Q: I have a Kohn–Sham band structure of a single black-phosphorus layer, and I am told that its gap is too small. Can I simply push the empty bands up, or does a better calculation redraw every band?

A: For this layer a simple push does well, if a tenth of an eV is good enough for you. The table lists the two highest filled levels, v2 and v1, and the two lowest empty ones, c1 and c2, at five points of the mesh.

One-shot G0W0 on r2SCAN with Ansatz 0.2.0 (plane waves, PAW, no spin polarisation) for a single black-phosphorus layer, 4 atoms in a cell 34.87 Å high, relaxed with r2SCAN+rVV10. Wave cutoff 500 eV, screening cutoff 80 eV, 854 empty bands, k mesh 4×1×4. Kohn–Sham and quasiparticle levels are each measured from their own valence top.

```
band  a (fraction of the reciprocal vector)  c (fraction of the reciprocal vector)  kohn sham level (eV)  quasiparticle level (eV)  exchange less vxc (eV)  correlation (eV)  renormalisation
  v2                                      0                                      0                -1.754                    -1.842                  -2.284             1.850          0.68600
  v1                                      0                                      0                 0.000                     0.000                  -1.472             1.125          0.70500
  c1                                      0                                      0                 1.045                     1.799                   3.707            -3.301          0.71700
  c2                                      0                                      0                 1.811                     2.582                   4.546            -4.122          0.71200
  v2                                      0                                   -0.5                -1.364                    -1.352                  -1.838             1.503          0.69700
  v1                                      0                                   -0.5                -1.364                    -1.352                  -1.838             1.503          0.69700
  c1                                      0                                   -0.5                 2.360                     3.165                   4.611            -4.154          0.70400
  c2                                      0                                   -0.5                 2.360                     3.165                   4.611            -4.154          0.70400
  v2                                   0.25                                      0                -1.728                    -1.784                  -2.292             1.889          0.68700
  v1                                   0.25                                      0                -0.438                    -0.432                  -1.663             1.321          0.69900
  c1                                   0.25                                      0                 1.493                     2.237                   4.098            -3.701          0.71500
  c2                                   0.25                                      0                 1.755                     2.528                   4.017            -3.590          0.71200
  v2                                   -0.5                                      0                -2.051                    -2.071                  -2.194             1.827          0.67900
  v1                                   -0.5                                      0                -2.051                    -2.071                  -2.194             1.827          0.67900
  c1                                   -0.5                                      0                 1.463                     2.212                   4.170            -3.769          0.71500
  c2                                   -0.5                                      0                 1.463                     2.212                   4.170            -3.769          0.71500
  v2                                   -0.5                                   -0.5                -1.197                    -1.240                  -2.135             1.745          0.69000
  v1                                   -0.5                                   -0.5                -1.197                    -1.240                  -2.135             1.745          0.69000
  c1                                   -0.5                                   -0.5                 2.591                     3.367                   4.357            -3.929          0.70600
  c2                                   -0.5                                   -0.5                 2.591                     3.367                   4.357            -3.929          0.70600
```

The kohn sham level comes from the semilocal functional. The quasiparticle level is the G0W0 energy for removing or adding an electron. Measured from the valence top, every listed empty level rises by 0.74 to 0.81 eV, while the listed filled levels move by less than 0.1 eV.

Q: So the correction leaves the filled bands alone?

A: It only looks that way, because each kind of level has its zero at its own valence top. Before that alignment the valence top v1 at Γ (a = c = 0) sinks by 0.35 eV and c1 rises by 0.41 eV. Both edges move, and the gap opens by the sum. How the opening divides between them is less certain than the sum itself, because single levels settle more slowly than gaps as empty bands are added. Each level's own shift has two parts:

own shift = exchange less vxc + correlation

The first part replaces the semilocal exchange-correlation potential vxc by exact exchange, and the second adds the response of the other electrons. In every row these sums reproduce the tabulated shifts after alignment. The renormalisation, which measures how fast the correlation changes with energy, must therefore not be multiplied in again.

Q: Why do filled and empty levels move apart at all?

A: Exact exchange treats them differently. Each level here is spread over the whole layer, but the levels of the filled bands can be combined into orbitals that each sit in one place, and so can empty ones. An electron in a filled orbital of this kind is freed from the repulsion of its own charge, whereas an empty orbital has no such charge to cancel. A semilocal potential hardly knows this distinction and attracts both kinds in much the same way. Putting exact exchange in its place pushes filled levels down and empty levels up, which widens the gap at Γ by 5.18 eV.

Q: That is far more than the final opening. What takes it back?

A: The other electrons do, by rearranging around the charge. They polarise around an added electron and lower its energy, and they also polarise around a hole, which makes an electron easier to remove and so raises the filled level. In the simplest static picture, the charge in one such localised orbital gives

empty orbital: +½⟨W − v⟩
filled orbital: −½⟨W − v⟩

Here v is the bare Coulomb repulsion, W the screened one, and the brackets average over the charge of that orbital. Since W is weaker than v, the first shift is downward and the second upward. This picture explains the directions; the calculation gives the size, a narrowing of 4.43 eV at Γ.

Q: Both parts must depend on the shape of each orbital. Why doesn't their sum scramble the bands?

A: They do depend on the level, and strongly. Among the empty levels, exchange less vxc varies by 0.90 eV and correlation by 0.85 eV, yet their sum varies by only 0.06 eV. The filled levels behave in the same way, with a spread of 0.10 eV in the sum.

The likely reason lies in what vxc stands for. Screening by the other electrons weakens the bare exchange, and a semilocal potential, which is built to imitate exchange and correlation together, resembles this weakened total better than it resembles exchange alone. If vxc follows the total from level to level, subtracting it from exchange alone leaves the correlation with its sign reversed, plus a nearly constant remainder. Adding the correlation then removes most of the variation. What survives is mainly the distinction between filled and empty, which the semilocal potential hardly makes.

The cancellation itself is no separate proof of this argument, because two parts with a nearly constant sum must vary in opposite directions. What the table does show is that exchange without correlation would distort these bands badly.

Q: Show me the push for a level away from the gap.

A: Take the opening at Γ, 0.754 eV, as the one correction for all empty levels. For c1 at a = 0, c = −0.5, a level not used to set that number, the estimate is

2.360 + 0.754 = 3.114 eV

The calculation gives 3.165 eV, so the estimate is 0.05 eV too low. The Kohn–Sham band climbs by about 1.3 eV between Γ and this point, and the correction barely changes that climb.

Q: Which levels obey the rule least well?

A: The worst is v2 at Γ. Exchange less vxc pulls it 0.81 eV further down than v1, and correlation returns 0.73 eV, so it ends nearly 0.1 eV lower relative to v1 than before. Among the empty levels, the pair at c = −0.5 on the a = 0 line rises most. Different orbital shapes may lie behind both cases, but that is a guess.

A slight stretch of the bands is the natural refinement. I fitted one constant for filled levels, one for empty levels and a common term proportional to the Kohn–Sham level, counting each degenerate pair once. The stretch comes out near 3 per cent and lowers the typical error for a left-out level only from 0.032 to 0.027 eV, as the printed analysis shows. It still leaves v2 at Γ as the worst case, and differences this small may change with a denser mesh or more empty bands.

Q: Why are v1 and v2 identical in some rows?

A: Those rows lie on the zone boundary. The crystal symmetry of the layer combines reflections or rotations with a shift by part of a cell, and this makes bands meet in pairs there. The symmetry turns the two members of a pair into each other, so exchange and correlation treat them alike and the correction cannot split them.

Q: What does this mean if I want the layer as a transistor channel?

A: The correction matters first for the gap, and so for how well the channel can be switched off. The Kohn–Sham gap of 1.05 eV becomes 1.80 eV, though this value is provisional. Gaps of layers converge slowly with the mesh, and they depend on the width of the vacuum and on whether and how the repulsion between repeated layers is cut off. The finite number of bands and the finite cutoff tend to leave the gap too small, and the coarse mesh could miss a band edge slightly away from Γ. The run also warned that memory limits had capped an internal setting, and the effect of that was not measured. The broad course of the bands can be kept from the cheaper calculation, but carrier masses need a finer mesh around the edges.

The same reasoning tells you what a gate oxide should do. It adds polarisable material next to the layer, which lowers the empty levels and raises the filled ones further. The gap of the supported layer should therefore be smaller than that of the layer in vacuum calculated here.

Numerical output:

```
Opening of the gap at Gamma, eV: 0.754
Own shift of v1 at Gamma before alignment, eV: -0.347
Own shift of c1 at Gamma before alignment, eV: 0.406
Change of the Gamma gap by exchange less vxc, eV: 5.179
Change of the Gamma gap by correlation, eV: -4.426
Opening if the renormalisation were wrongly applied again, eV: 0.5357
Smallest aligned shift of an empty level, eV: 0.744
Largest aligned shift of an empty level, eV: 0.805
Lowest aligned shift of a filled level, eV: -0.088
Highest aligned shift of a filled level, eV: 0.012
Spread of exchange less vxc among empty levels, eV: 0.904
Spread of correlation among empty levels, eV: 0.853
Spread of their sum among empty levels, eV: 0.06
Spread of exchange less vxc among filled levels, eV: 0.82
Spread of correlation among filled levels, eV: 0.764
Spread of their sum among filled levels, eV: 0.099
Exchange less vxc of v2 relative to v1 at Gamma, eV: -0.812
Correlation of v2 relative to v1 at Gamma, eV: 0.725
Rise of c1 from Gamma to (0, -0.5) in Kohn-Sham levels, eV: 1.315
Rise of c1 from Gamma to (0, -0.5) in quasiparticle levels, eV: 1.366
Largest miss of the rigid shift taken from the Gamma gap, eV: 0.088
Leave-one-out rms of two constant group shifts, eV: 0.03241
fit of al on 14 rows (uniq): coefficient of ev 0.007933 +/- 0.016, coefficient of ec 0.7162 +/- 0.022, coefficient of state_kohn_sham_level 0.02866 +/- 0.011; rms 0.0218, worst v2 0.0457, leave-one-out rms 0.0273
  rows outside the fit (model, value, miss): v2 -0.03116, 0.012, -0.0432; c2 0.7838, 0.805, -0.0212; v2 -0.05085, -0.02, -0.0308; c2 0.7581, 0.749, 0.00911; v2 -0.02637, -0.043, 0.0166; c2 0.7904, 0.776, 0.0144
```
